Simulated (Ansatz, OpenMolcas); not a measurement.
How basis sets differ on GeH2ClF (SMILES [F][GeH2][Cl])

GeH2ClF: 5 atoms, total charge 0, spin state singlet. As SMILES, `[F][GeH2][Cl]`. The coordinates come from a PBE0-D4/def2-TZVP relaxation.

Each level gives the HOMO–LUMO gap (eV). The values are calculated.

```json
{"level": "HF/ANO-R0 (sfX2C)", "kind": "Hartree–Fock", "program": "OpenMolcas", "value (eV)": "13.98", "CPU time": "3.5 s"}
{"level": "HF/ANO-RCC-MB (DKH2)", "kind": "Hartree–Fock", "program": "OpenMolcas", "value (eV)": "15.96", "CPU time": "3.9 s"}
{"level": "HF/STO-3G", "kind": "Hartree–Fock", "program": "OpenMolcas", "value (eV)": "18.90", "CPU time": "1.3 s"}
{"level": "HF/3-21G", "kind": "Hartree–Fock", "program": "OpenMolcas", "value (eV)": "15.74", "CPU time": "1.6 s"}
{"level": "HF/ANO-RCC-VDZ (DKH2)", "kind": "Hartree–Fock", "program": "OpenMolcas", "value (eV)": "14.80", "CPU time": "3.2 s"}
{"level": "HF/aug-cc-pVDZ", "kind": "Hartree–Fock", "program": "Ansatz", "value (eV)": "13.62", "CPU time": "6 s"}
```

All-electron rows without a relativistic Hamiltonian named are non-relativistic. The values span 13.62 to 18.90 eV. A Hartree–Fock LUMO above zero doesn't converge with the basis: it sinks as sets grow more diffuse. Orbital gaps aren't excitation energies. CPU times are rough (shared hosts, several kinds of processor and program).

The Hartree–Fock gap of GeH2ClF depends strongly on the basis, from 18.90 eV with STO-3G to 13.62 eV with aug-cc-pVDZ. The main reason is probably the empty orbital. The HOMO should be largely a chlorine 3p lone pair, compact enough for modest sets to describe reasonably well. A minimal set, by contrast, forces the LUMO into a tight Ge–Cl or Ge–F antibonding combination, whereas added flexibility lets it spread outwards and lose kinetic energy.

Size alone doesn't order the rows, however: the compact ANO-R0 set gives 13.98 eV, below the larger ANO-RCC-VDZ at 14.80 eV. This suggests that the radial shape of the contracted functions matters too, although the different relativistic Hamiltonians may contribute.

Even the smallest gap remains wide because Hartree–Fock virtual orbitals feel the field of all the electrons, as an added electron would. The spread therefore says more about how each basis represents an extra electron than about the bonding in the molecule. Gaps alone can't show how much each frontier level shifts.
